**Q.** I have six sets of computed form factors for ions with 28 electrons, and the labels are lost. Before I look at digits, what sizes should I carry in my head?

**A.** Three radii and one conversion. The scattering factor of a spherical density is $f=\int\rho(r)\,j_0(qr)\,d^3r$ with $j_0(x)=\sin x/x$ and $q=4\pi s$, so $f$ equals the electron number at $s=0$. In atomic units $q\approx 6.65\,s$ bohr⁻¹ for $s$ in Å⁻¹. A shell of mean radius $\langle r\rangle$ scatters in phase while $q\langle r\rangle$ is below about one. For nuclear charges near 50 the K, L and M shells have radii of about 0.03, 0.1 and 0.3 bohr, so they lose phase near $s\approx5$, 1.5 and 0.5 Å⁻¹. At $s=0.25$ such an ion falls only about one electron short of 28. At $s=4$ three to four electrons' worth of amplitude is left.

B-spline radial code 1, Dirac-Coulomb Hartree-Fock at the basis-set limit, averaged over the configuration, with a Fermi nucleus, for spherical ions with the configuration [Ar] 3d10. f is the coherent X-ray scattering factor of the spherical density at s = sin θ/λ, in Å⁻¹, and Σ<r²> is summed over all electrons. Candidates: Pr31+, Te24+, Sn22+, Cd20+, Pd18+, In21+.

| row | f at s = 0.25 (electrons) | f at s = 2.5 (electrons) | f at s = 3.0 (electrons) | f at s = 4.0 (electrons) | Σ<r²> (bohr²) |
| --- | --- | --- | --- | --- | --- |
| A | 26.876 | 5.492 | 4.671 | 3.294 | 2.513 |
| B | 26.940 | 5.607 | 4.775 | 3.414 | 2.365 |
| C | 27.103 | 5.983 | 5.073 | 3.757 | 1.992 |
| D | 27.365 | 7.110 | 5.807 | 4.446 | 1.401 |
| E | 26.999 | 5.727 | 4.876 | 3.531 | 2.230 |
| F | 26.728 | 5.270 | 4.453 | 3.049 | 2.853 |

One more member of the sequence, I25+ ($Z=53$), keeps its label and serves as anchor; its Σ<r²> is 1.887 bohr². Σ<r²> is the mean square radius summed over all electrons, $Z$ is the nuclear charge, and the ionic charge is $Z-28$. Every row is the same closed shell in relativistic Hartree-Fock, so $Z$ is the only thing that changes, apart from the size of the nucleus.

**Q.** There are five columns. Do I have five independent clues?

**A.** No. The first and the last carry the same information. With $j_0(x)=1-x^2/6+x^4/120-\dots$,

$$f\approx 28-\frac{q^2}{6}\sum\langle r^2\rangle+\frac{q^4}{120}\sum\langle r^4\rangle .$$

At $s=0.25$, $q=1.662$ bohr⁻¹. For row F the first two terms give $28-1.662^2\times2.853/6\approx26.69$, against 26.728 in the table. The excess of 0.042 electrons is 3 % of the shortfall from 28, and it has the positive sign of the quartic term. If the density only shrinks and keeps its shape, that term scales as (Σ<r²>)², and the excess divided by (Σ<r²>)² is indeed 0.0051 to 0.0053 in all seven ions, constant within what rounding allows. The expansion contains no physics of the atom, since it holds for any density. It says that $f$ at 0.25 is a measure of size. Beyond $s\approx0.5$ it soon fails, and at $s=2.5$ the two terms would give a large negative number.

**Q.** Then how does size give me the element?

**A.** First by order. At fixed configuration a larger nuclear charge pulls every shell in, so Σ<r²> falls with $Z$. The sequence from large to small is F, A, B, E, C, then the anchor, then D. The candidates can be laid along it in order of $Z$, and only one of them is heavier than iodine.

A scale comes from hydrogenic orbitals, for which

$$\langle r^2\rangle=\frac{n^2\,[5n^2+1-3l(l+1)]}{2Z^2}.$$

The factor multiplying $1/Z^2$ is 3, 42, 30, 207, 180 and 126 for 1s, 2s, 2p, 3s, 3p and 3d. Weighted with the occupations it sums to $A=6+84+180+414+1080+1260=3024$. Nine tenths of this belong to the M shell; the orbitals computed for I25+ put 94 % there, shared almost equally between 3s3p and 3d. Electron repulsion is represented by one screening constant, $\sum\langle r^2\rangle=A/(Z-\sigma)^2$, fixed by the anchor alone: $\sigma=53-\sqrt{3024/1.887}=53-40.03=12.97$. For row F, which played no part in fixing $\sigma$, $Z=12.97+\sqrt{3024/2.853}=12.97+32.56\approx45.5$. The same step gives 47.7 for A, 48.7 for B, 49.8 for E, 51.9 for C and 59.4 for D.

**Q.** Those are not integers. Row F sits halfway between two elements. How far can I trust this?

**A.** On this scale alone, D is certain, because no other candidate lies within six units. F and C are safe because of the list: the candidate nearest to 45.5 is 46 and the next is 48, and 51.9 is close both to 52 and to the anchor, where the model is exact by construction. A, B and E are the doubtful ones. Their candidates are one unit apart, and a model that returns 45.5 for F evidently drifts by up to half a unit. With any element allowed, F itself could be 45 or 46.

The spacing removes the doubt. The model makes $y=(\sum\langle r^2\rangle)^{-1/2}$ linear in $Z$. Along F, A, B, E, C, anchor, D the values rise from 0.5920 to 0.8449 bohr⁻¹, and the gaps in units of the smallest are 2.00, 1.00, 1.00, 2.00, 1.00 and 6.03. The smallest gap, about 0.0194, is close to the hydrogenic slope $A^{-1/2}=0.0182$ per unit of $Z$, so it is one proton and not two. Counting from 53 gives 52, 50, 49, 48 and 46 downwards and 59 upwards, without use of the list.

As a check on uniqueness, each of the 720 ways to distribute six candidates over six rows was fitted with a least-squares line of $y$ against $Z$, anchor included. The best leaves an rms deviation of 0.00008 bohr⁻¹, as small as the rounding, though the residuals, positive at both ends and negative between, show a slight curvature. The second best exchanges B and E and leaves 0.010, more than a hundred times as much.

**Q.** And the columns at high $s$? Those are what a hard X-ray experiment would see.

**A.** They give the same order in all three columns, with neighbours at least 0.099 electrons apart against a rounding of 0.0005. That is corroboration and no more. Theory guarantees no monotonic rise there, because $j_0$ changes sign and a contracting shell can move into a negative lobe. My assignment is F = Pd18+, A = Cd20+, B = In21+, E = Sn22+, C = Te24+, D = Pr31+. D, F and C are sure from size; A, B and E are ambiguous on the absolute scale and sure from order and spacing.

The rows with their labels:

| species | Z | charge (e) | f at s = 0.25 (electrons) | f at s = 2.5 (electrons) | f at s = 3.0 (electrons) | f at s = 4.0 (electrons) | Σ<r²> (bohr²) |
| --- | --- | --- | --- | --- | --- | --- | --- |
| Pd18+ | 46 | 18 | 26.728 | 5.270 | 4.453 | 3.049 | 2.853 |
| Cd20+ | 48 | 20 | 26.876 | 5.492 | 4.671 | 3.294 | 2.513 |
| In21+ | 49 | 21 | 26.940 | 5.607 | 4.775 | 3.414 | 2.365 |
| Sn22+ | 50 | 22 | 26.999 | 5.727 | 4.876 | 3.531 | 2.230 |
| Te24+ | 52 | 24 | 27.103 | 5.983 | 5.073 | 3.757 | 1.992 |
| I25+ | 53 | 25 | 27.149 | 6.121 | 5.172 | 3.865 | 1.887 |
| Pr31+ | 59 | 31 | 27.365 | 7.110 | 5.807 | 4.446 | 1.401 |

**Q.** All six are right. But why did the one-constant model drift, low for palladium and high for praseodymium?

**A.** Because its slope is too small. A least-squares line through all seven labelled rows has slope 0.01945, and $0.01945/0.01818=1.07$. Seven per cent of the seven units from iodine to palladium is the error of −0.48, and of the six units to praseodymium the error of +0.43. The ions contract faster than constant screening with the hydrogenic $A$ allows. The free line corresponds to other values of $A$ and $\sigma$, but these trade against each other over so short a range and mean nothing separately.

The orbital radii of the same runs show where the extra contraction sits. A screening constant for each subshell follows from the I25+ radii through $\langle r\rangle=[3n^2-l(l+1)]/2(Z-\sigma)$. It runs from −2.1 for 1s to 15.2 and 15.6 for the two 3d subshells. A negative value cannot be screening; it is relativistic contraction absorbed in $\sigma$, with $(Z\alpha)^2$ about 0.15. Carried to Cd20+, these constants give radii that are too small in every subshell: by 1.3 to 1.9 % for the $j=1/2$ orbitals, by only 0.2 and 0.4 % for 2p3/2 and 3p3/2, and by 0.5 to 0.9 % for 3d. Sn22+ shows the same pattern at smaller size. The contrast between $j=1/2$ and $j=3/2$ within the p shells is the standard signature of a relativistic contraction that grows with $Z$. The 3d pair repeats the pattern, 0.9 % for 3d3/2 against 0.5 % for 3d5/2, but the drift left in 3d5/2 does not fit that picture, and I read it as the ordinary next term of the $1/Z$ expansion, by which screening varies with charge. Such a term fades as $Z$ rises while the relativistic one grows. That $y$ stays so straight is therefore partly luck: the unrounded values change their slope by less than half a per cent, and it is largest in the last step.

**Q.** The jump from I25+ to Pr31+ looks large in every column. Is something happening there?

**A.** Only six protons. Per unit of $Z$ the last step is smooth, and the slopes are where the physics shows. From the first interval to the last, the slope of $f$ rises steadily from 0.111 to 0.165 at $s=2.5$ and falls steadily from 0.123 to 0.097 at $s=4.0$. At $s=3.0$ it sags from 0.109 to 0.099 and recovers to 0.106. These are facts of the table. Their explanation needs a split into shells, and what I offer is a model estimate: hydrogenic subshell densities with the fixed I25+ constants, Fourier transformed, with nothing fitted to $f$.

The 1s pair has $f=2/[1+(q/2Z_{\rm eff})^2]^2$. For Pd18+ at $s=4.0$, $Z_{\rm eff}=46+2.1=48.1$ and $q=26.6$, so $(26.6/96.2)^2=0.076$ and $f=1.73$. For Pr31+ it is 1.82: the K shell is nearly saturated and responds only weakly to $Z$. The eight L electrons are on the steep flank of their form factor, and in the model they rise from 1.04 to 2.40, almost the whole rise of 1.397 in the table. The eighteen M electrons, which hold nearly all of Σ<r²>, net a few tenths of an electron at most. Low and high $s$ thus identify the ion through different shells.

**Q.** If the L shell does the work, why is the curvature opposite at 2.5 and 4.0?

**A.** The L shell sets most of the slope, and in the model the oscillating M terms set most of its change. The nodeless 3d radial density goes as $r^6e^{-ar}$ with $a=2Z_{\rm eff}/3$, and its transform is proportional to $\sin 6\theta$ with $\tan\theta=q/a$. It crosses zero at $q/a=0.58$, is negative up to 1.7, and a rising $Z$ moves an ion to smaller $q/a$. At $s=2.5$, where $q=16.6$, Pd18+ has $a\approx20$ and sits in the negative lobe with −0.36 electrons. Pr31+ has $a\approx29$, is past the first zero, and climbs towards the main peak. The 3d slope goes from −0.010 to +0.056 per unit of $Z$. The L slope slackens as that shell begins to saturate, while the 3s3p term, which is falling, falls less fast; these two changes nearly cancel and the 3d change remains.

At $s=4.0$ the 3d term is sliding into its negative lobe from the far side, from −0.05 to −0.28, and its slope changes only from −0.013 to −0.020 per unit of $Z$. The slowing comes mainly from 3s3p, which is running over its side maximum: in the model its slope falls from 0.034 to 0.001. So one shell does not explain both columns. At $s=3.0$ the terms compete, and the model also gives a shallow minimum.

**Q.** How much of that should I believe?

**A.** The order of events and the direction in which each slope changes, not the digits. Where a zero or a maximum falls depends on the orbital shape, so slopes near zero, such as the first 3d slope at 2.5 and the last 3s3p slope at 4.0, are not sure even in sign. The model misses the tabulated $f$ by up to 0.26 electrons at $s=2.5$ and 0.20 at $s=3.0$, about 4 % of $f$, and by 0.03 at $s=4.0$, about 1 %. Its slopes at 2.5 are about 0.03 too low throughout, and at 4.0 it overdoes the slowing. It is also 1.6 % low in Σ<r²> for I25+ itself, because matching mean radii does not make a Hartree-Fock orbital hydrogenic, and 4 % low for Pd18+. Inverted for $Z$, with its offset removed at iodine, it errs by up to 3 units at $s=2.5$ and 2 at $s=3.0$. At $s=4.0$ it stays within half a unit, perhaps helped by cancellation. Giving each row the candidate nearest to its inferred $Z$ would have mislabelled rows in both middle columns.

**Q.** What would neighbouring series do?

**A.** In the argon-like sequence the 3d term drops out of $A$, leaving 1764, so the line of $y$ should be steeper, and the acceleration at $s=2.5$ should largely vanish if the 3d argument holds. Neon-like ions have only K and L shells and should rise smoothly towards saturation. At the low-charge end of the present sequence, near Cu⁺ and Zn²⁺, screening is a large and changing part of $Z$, and the line should bend. The sharpest contrast is one element ionised step by step. Removing outer electrons changes $f$ at small $s$ by a good part of an electron each time and changes high $s$ far less, since the inner shells barely notice and an outer electron scatters little there. The small changes add up: the ten 3d electrons of these ions carry a few tenths of an electron at high $s$, as much as a step or more in $Z$. High $s$ reads mainly the nucleus and low $s$ mainly the charge state; here the two are tied together.

**Q.** Could I do this with measured intensities?

**A.** Not with these margins taken at face value. Neighbouring elements differ by about 0.1 electrons at high $s$, and the table has no anomalous dispersion. Reaching $s=4$ needs $\lambda\le0.25$ Å, photons of some 50 keV, and $s=2.5$ needs at least 31 keV. The 1s levels of the runs, a guide to the K edges, lie at about 27 keV for Cd20+ and 34 keV for I25+ and deeper for Pr31+. Near an edge the dispersion term can be of the order of an electron. Electron correlation is absent too; for a closed shell at such charge the $1/Z$ expansion argues that it alters the density little, but the table does not show its size. The runs also remark that fine structure is averaged. That concerns the open 3d⁹ ion in the ionisation energy and not the closed-shell density from which $f$ is computed.
